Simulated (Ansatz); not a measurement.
Ba: the change of energy less free atoms and pressure with volume scale

Periodic Kohn-Sham DFT of a crystal at fixed atoms, scaled to volume_scale times the given cell; pressure positive in compression, energy less spherical unpolarised free atoms, largest_vzz the field gradient of largest size among the nuclei. The results are calculated, by Ansatz 0.2.0.

The cell before it is scaled or strained (space group Im-3m, No. 229):
```
cell vectors (Å)
  -2.5000     2.5000     2.5000
   2.5000    -2.5000     2.5000
   2.5000     2.5000    -2.5000
atoms (fractions of the cell vectors)
Ba  0.00000  0.00000  0.00000
```

Settings of every row: method all-electron LAPW; functional PBEsol; relativity scalar; k mesh 10x10x10; filling fermi-dirac; smearing width 0.05 eV; basis error target 0.5 meV/atom; nucleus gaussian.

Atom start moment: 0 on all atoms.

Limits: no spin-orbit coupling on heavy atoms.

| row | volume scale | V (Å³/atom) | energy less free atoms (eV/atom) | pressure (GPa) |
| --- | --- | --- | --- | --- |
| 1 | 0.94 | 58.75 | -2.1254 | -0.087 |
| 2 | 0.96 | 60 | -2.1239 | -0.273 |
| 3 | 0.98 | 61.25 | -2.1211 | -0.444 |
| 4 | 0.99 | 61.875 | -2.1192 | -0.524 |
| 5 | 1 | 62.5 | -2.117 | -0.601 |
| 6 | 1.01 | 63.125 | -2.1146 | -0.674 |
| 7 | 1.02 | 63.75 | -2.1118 | -0.745 |
| 8 | 1.04 | 65 | ? | ? |
| 9 | 1.06 | 66.25 | -2.0981 | -0.999 |

Question: what energy less free atoms and pressure should row 8 give?

Worked fit of energy less free atoms. Take u = (V_r/V)^(2/3) − 1 with V_r = 62.188 Å³ an atom, which is twice the finite (Eulerian) strain; such expansions in the strain, on which the Birch-Murnaghan equation of state is built, carry the rest volume and the bulk modulus. The shown rows have u = 0.03864, 0.02417, 0.01018, 0.00337, -0.00333, -0.00992, -0.0164, -0.0413. Least squares give energy less free atoms = −2.11816 − 0.325 × u + 3.719 × u² − 4.1 × u³ eV/atom; a parabola predicts inner rows, each left out in turn, worse (root mean square 7e-05 against 3.1e-05 eV/atom). All shown rows lie on it to the printed digit. The withheld row has u = -0.02905, so the fit gives −2.11816 − 0.325 × (-0.02905) + 3.719 × (-0.02905)² − 4.1 × (-0.02905)³ = -2.1055 eV/atom.

The calculation gave -2.1055 eV/atom. The fit meets it to the printed digit.

Worked fit of pressure. Take u = (V_r/V)^(2/3) − 1 with V_r = 62.188 Å³ an atom, which is twice the finite (Eulerian) strain; such expansions in the strain, on which the Birch-Murnaghan equation of state is built, carry the rest volume and the bulk modulus. The shown rows have u = 0.03864, 0.02417, 0.01018, 0.00337, -0.00333, -0.00992, -0.0164, -0.0413. Least squares give pressure = −0.5629 + 11.465 × u + 21.94 × u² GPa; a straight line predicts inner rows, each left out in turn, worse (root mean square 0.011 against 0.00026 GPa). All shown rows lie on it to the printed digit. The withheld row has u = -0.02905, so the fit gives −0.5629 + 11.465 × (-0.02905) + 21.94 × (-0.02905)² = -0.877 GPa.

The calculation gave -0.877 GPa. The fit meets it to the printed digit.
